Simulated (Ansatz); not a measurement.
## Ti₃Zn: smearing entropy term against volume per atom

All results are calculated (Ansatz 0.2.0). Kohn-Sham gap and band edges on the k mesh of a periodic cell at fixed atoms; k points in fractions of the reciprocal cell vectors; the gap counts as zero where a band crosses the Fermi level or it is under half the smearing width; plane waves with PAW datasets, Gamma-centred k mesh.

Cell of the first row (space group Pm-3m, No. 221):
```
Ti3Zn
1.0
      3.8389     0.0000     0.0000
      0.0000     3.8389     0.0000
      0.0000     0.0000     3.8389
Ti Zn
3 1
Direct
  0.00000 0.50000 0.50000
  0.50000 0.00000 0.50000
  0.50000 0.50000 0.00000
  0.00000 0.00000 0.00000
```

Settings of every row: functional LDA; dispersion none; spin none; wave cutoff 520 eV; k mesh 12x12x12; occupations gaussian; smearing width 0.15 eV.

Limits: the cell comes from a prototype or a list of computed structures and needn't be the stable phase.

```
row  volume per atom (Å³)  smearing entropy term (meV/atom)
  1                14.144                            -10.39
  2                14.543                            -10.84
  3                14.941                            -11.29
  4                 15.34                            -11.74
  5                15.738                            -12.18
  6                16.136                                 ?
```

Question: what smearing entropy term should row 6 give?

Worked fit of smearing entropy term. Take t = volume per atom − 15, in Å³. The shown rows have t = -0.856, -0.457, -0.059, 0.34, 0.738. Their means are -0.0588 and -11.288 meV/atom; the sums about the means are S_tt = 1.588 and S_ty = -1.785, whose ratio is the slope. Least squares give smearing entropy term = −11.354 − 1.1242 × t meV/atom. All shown rows lie on it to the printed digit. The withheld row has t = 1.136, so the fit gives −11.354 − 1.1242 × (1.136) = -12.63 meV/atom.

The calculation gave -12.63 meV/atom. The fit meets it to the printed digit. This row lies beyond the range of the fit.
